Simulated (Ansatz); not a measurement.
## Sc: the change of pressure with volume scale

All results are calculated (Ansatz 0.2.0). Free energy against uniform scaling of the volume at fixed shape and fractions; periodic cell, basis, potentials, k mesh and filling as listed.

The cell before it is scaled or strained (space group P6_3/mmc, No. 194):
```
cell vectors (Å)
   3.3090     0.0000     0.0000
  -1.6545     2.8657     0.0000
   0.0000     0.0000     5.2733
atoms (fractions of the cell vectors)
Sc  0.33333  0.66667  0.25000
Sc  0.66667  0.33333  0.75000
```

Settings of every row: functional PBE; dispersion none; potentials PAW; wave cutoff 420 eV; density cutoff 1680 eV; k mesh 10x10x6; k shift 0x0x0; occupations cold; smearing width 0.1 eV; spin none; SCF threshold exponent -10.

Limits: coarse k mesh, up to 40 meV an atom off.

```csv
row,volume scale,V (Å³/atom),pressure (GPa),energy above lowest point (meV/atom)
1,0.92,23.002,4.16,19.6
2,0.9467,23.67,2.32,6.2
3,0.9733,24.335,?,?
4,1,25.002,-0.77,0.2
5,1.0267,25.67,-2.06,6.2
6,1.0533,26.335,-3.22,17.2
7,1.08,27.002,-4.24,32.8
```

Question: what pressure should row 3 give?

Worked fit of pressure. Take u = (V_r/V)^(2/3) − 1 with V_r = 25.336 Å³ an atom, which is twice the finite (Eulerian) strain; such expansions in the strain, on which the Birch-Murnaghan equation of state is built, carry the rest volume and the bulk modulus. The shown rows have u = 0.06655, 0.04639, 0.00889, -0.00869, -0.02545, -0.04157. Least squares give pressure = −1.436 + 73.86 × u + 153.6 × u² GPa; a straight line predicts inner rows, each left out in turn, worse (root mean square 0.17 against 0.006 GPa). The rows lie off it by 0.00, 0.00, 0.00, 0.01, 0.00, 0.00. The pressure vanishes at u = 0.0187, or V = 24.64 Å³ an atom, and there the bulk modulus at fixed shape and fractions is B = −V dP/dV = (2/3)(1 + u) dP/du = 54.1 GPa. Letting shape and atoms relax would as a rule lower it, by much in layered, chain or molecular crystals. The withheld row has u = 0.02724, so the fit gives −1.436 + 73.86 × (0.02724) + 153.6 × (0.02724)² = 0.69 GPa.

The calculation gave 0.69 GPa. The fit meets it to the printed digit.

The other values of row 3: energy above lowest point 0 meV/atom.
